**Solution: truncated CI against perturbation theory for the Be near-degeneracy**

Hartree units, nonrelativistic, fixed nucleus.

**(a) Exact model.** With $r\to r/Z$, $H=Z^2H_0+Z\sum 1/r_{ij}$. The states $s=1s^22s^2$ and $p=1s^2(2p_x^2+2p_y^2+2p_z^2)/\sqrt3$ are degenerate under $H_0$. Exact hydrogenic Slater integrals, in units of $Z$, give

$$E_s=\tfrac58+4\cdot\tfrac{17}{81}-2\cdot\tfrac{16}{729}+\tfrac{77}{512}=1.57100,$$
$$E_p=\tfrac58+4\cdot\tfrac{59}{243}-\tfrac23\cdot\tfrac{112}{2187}+\tfrac{93}{512}+\tfrac25\cdot\tfrac{45}{512}=1.77885,$$
$$V=\tfrac{3}{\sqrt3}\cdot\tfrac{G^1(2s,2p)}{3}=\tfrac{45}{512\sqrt3}=0.05074 .$$

With $\Delta=E_p-E_s=0.20785$ and $x=V^2/\Delta^2=0.05960$, the lower root is $E_s-\epsilon\Delta=1.55927$, where $\epsilon=\tfrac12(\sqrt{1+4x}-1)=0.05642$. Restricted Hartree–Fock keeps $E_s$, so $E_{\rm corr}=-0.01173Z+O(1)$, with normalised $p$ amplitude $-0.225$. For Be the model gives $-46.9$ m$E_h$, about half the typical total of $-94$ m$E_h$. The omitted terms rival it, so all errors below refer to the model.

For a growing problem take $M$ separated ions. The exact energy is $-M\epsilon Z\Delta$.

**(b) Cost.** Rank $k$ means $k$ ions in $p$ (a $2k$-fold excitation), and each such configuration has $k$ downward links. Ranks $\le r$ hold $D_r=\sum_{k\le r}\binom Mk\sim M^r/r!$ configurations and $N_r=\sum_{k\le r}(2k+1)\binom Mk$ structurally nonzero elements. Each matrix–vector step is charged $N_r$ multiply-adds; overlaps and vector updates are uncounted.

- CI$_r$: Lanczos from the reference stays among the $r+1$ symmetric states, so work is $(r+1)N_r$ and memory $3D_r$. Full CI ($r=M$, the degenerate theory itself) needs $(M+1)^22^M$ and $3\cdot2^M$.
- PT$2r$ (Rayleigh–Schrödinger, diagonal as zeroth order): by Wigner's $2n+1$ rule order $2r$ needs $\psi^{(1)},\dots,\psi^{(r)}$, so work is $rN_r$ and memory $(r+1)D_r$.

**(c) Error per ion.** Expanding, $\epsilon=\sum_{n\ge0}(-1)^nC_nx^{n+1}$ with Catalan numbers $C_n=\binom{2n}{n}/(n+1)$. The PT$2r$ error is $\approx(-1)^rC_rx^{r+1}Z\Delta$, independent of $M$, with ratio tending to $4x=0.238$ in magnitude.

In units of $Z\Delta$ the symmetric CI matrix is tridiagonal, with diagonal $k$ and squared coupling $b_k=(k+1)(M-k)x$ between $k$ and $k+1$. The first missed term is the path to rank $r+1$ and back:
$$\frac1M\,\frac{b_0\cdots b_r}{(r!)^2(r+1)}=\binom{M-1}{r}x^{r+1}.$$
It grows as $M^r$ and vanishes at $r=M$. CI overtakes PT roughly where $\binom{M-1}r<C_r$: for $M=6$, $10>5$ at $r=3$ and $5<14$ at $r=4$. The estimate is rough, since $Mx=0.36$; at $r=1$ it gives 14.8 m$E_h$ against 8.18.

**(d) Table.** $M=6$, $Z=4$; errors in m$E_h$ per ion, from diagonalisation and partial sums.

| $r$ | $D_r$ | $N_r$ | CI work | CI memory | CI error | PT work | PT memory | PT error |
|---|---|---|---|---|---|---|---|---|
| 1 | 7 | 19 | 38 | 21 | 8.18 | 19 | 14 | −2.65 |
| 2 | 22 | 94 | 282 | 66 | 0.879 | 188 | 66 | 0.307 |
| 3 | 42 | 234 | 936 | 126 | 0.0494 | 702 | 168 | −0.0450 |
| 4 | 57 | 369 | 1845 | 171 | 0.00136 | 1476 | 285 | 0.00744 |
| 5 | 63 | 435 | 2610 | 189 | 0.000015 | 2175 | 378 | −0.00132 |
| 6 | 64 | 448 | 3136 | 192 | 0 | 2688 | 448 | 0.000246 |

**(e) Cheapest for a tolerance.**

- 1 m$E_h$: PT4 (188 against 282).
- 0.1 m$E_h$: PT6 (702 against 936).
- 0.002 m$E_h$: CI$_4$. Its work ratio to PT10, 0.85, lies within the uncounted operations; memory, 171 against 378, decides.
- 0.0001 m$E_h$: CI$_5$; PT12 still fails.

**Best inside a budget.**

- Work 100: PT2.
- Work 1000: PT6 and CI$_3$ nearly tie; CI$_3$ stores less and is an upper bound.
- Work 2000: CI$_4$.
- Memory 100 numbers: PT4. Memory 200: full CI.

The counts hold for methods that store configuration vectors. A product (coupled-cluster doubles) ansatz solves this separable model exactly with $M$ amplitudes.